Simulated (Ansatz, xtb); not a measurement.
## Ligand exchange: CH3Na + BH(CH3)(NH2) → NaNH2 + BH(CH3)2

Species: CH3Na `[CH3][Na]`, singlet; BH(CH3)(NH2), singlet; NaNH2 `[NH2][Na]`, singlet; BH(CH3)2, singlet. The partners trade CH3 for NH2: Na–CH3 and B–NH2 bonds give way to Na–NH2 and B–CH3.

Shapes, held fixed at every level: PBE0-D4/def2-TZVP. Programs: Ansatz 0.2.0, xtb 6.7.1, xtb 6.7.1 later snapshot. The zero-point and thermal change to 298 K, harmonic and unscaled (PBE0-D4/def2-TZVP), is -5.4 kJ/mol.

| level | kind | ΔH(298 K) (kJ/mol) | less CCSD(T)/def2-TZVPP |
| --- | --- | --- | --- |
| GFN0-xTB | semi-empirical | -50.9 | -129.9 |
| HF/def2-SVP | Hartree–Fock | +81.6 | +2.6 |
| HF/def2-TZVPP | Hartree–Fock | +69.5 | -9.5 |
| PBE-D4/def2-TZVPP | GGA | +87.1 | +8.1 |
| r2SCAN-D4/def2-TZVPP | meta-GGA | +73.9 | -5.1 |
| wB97M-V/def2-TZVPP | range-separated hybrid | +79.8 | +0.8 |
| MP2/def2-TZVPP | perturbation theory | +76.3 | -2.7 |
| CCSD(T)/def2-TZVPP | coupled cluster or CI | +79.0 | 0.0 |

The highest level, CCSD(T)/def2-TZVPP, gives ΔH(298 K) = +79.0 kJ/mol; the levels span -50.9 to +87.1. They disagree on the sign: 7 of 8 are positive. GFN0-xTB strays far from the other rows. The column of differences is taken from that level and isn't an error. No measured value is set beside it here. Correlated rows may include outer-core shells of Na, which these sets cover unevenly.

The exchange is clearly endothermic at the coupled-cluster level, +79.0 kJ/mol, so sodium is better paired with methyl and boron with amide. The main reason is the B–N bond: the nitrogen lone pair donates into the empty boron p orbital, giving the aminoborane partial double-bond character. In BH(CH3)2 only weaker hyperconjugation from the methyl groups relieves that electron deficiency. Sodium gains from binding the more electronegative nitrogen, but this largely ionic gain doesn't repay the lost π bonding.

The thermal term of -5.4 kJ/mol is far too small to set the sign, and Hartree–Fock already finds the reaction uphill, so the preference doesn't depend on electron correlation. The closeness of HF/def2-SVP to the coupled-cluster value is a cancellation of errors, since the larger basis moves it away. The reversed sign from GFN0-xTB probably reflects its non-self-consistent treatment of charge in the strongly polar sodium bonds. These energies describe isolated monomers and don't carry over to aggregated organosodium and amide species in solution or the solid.
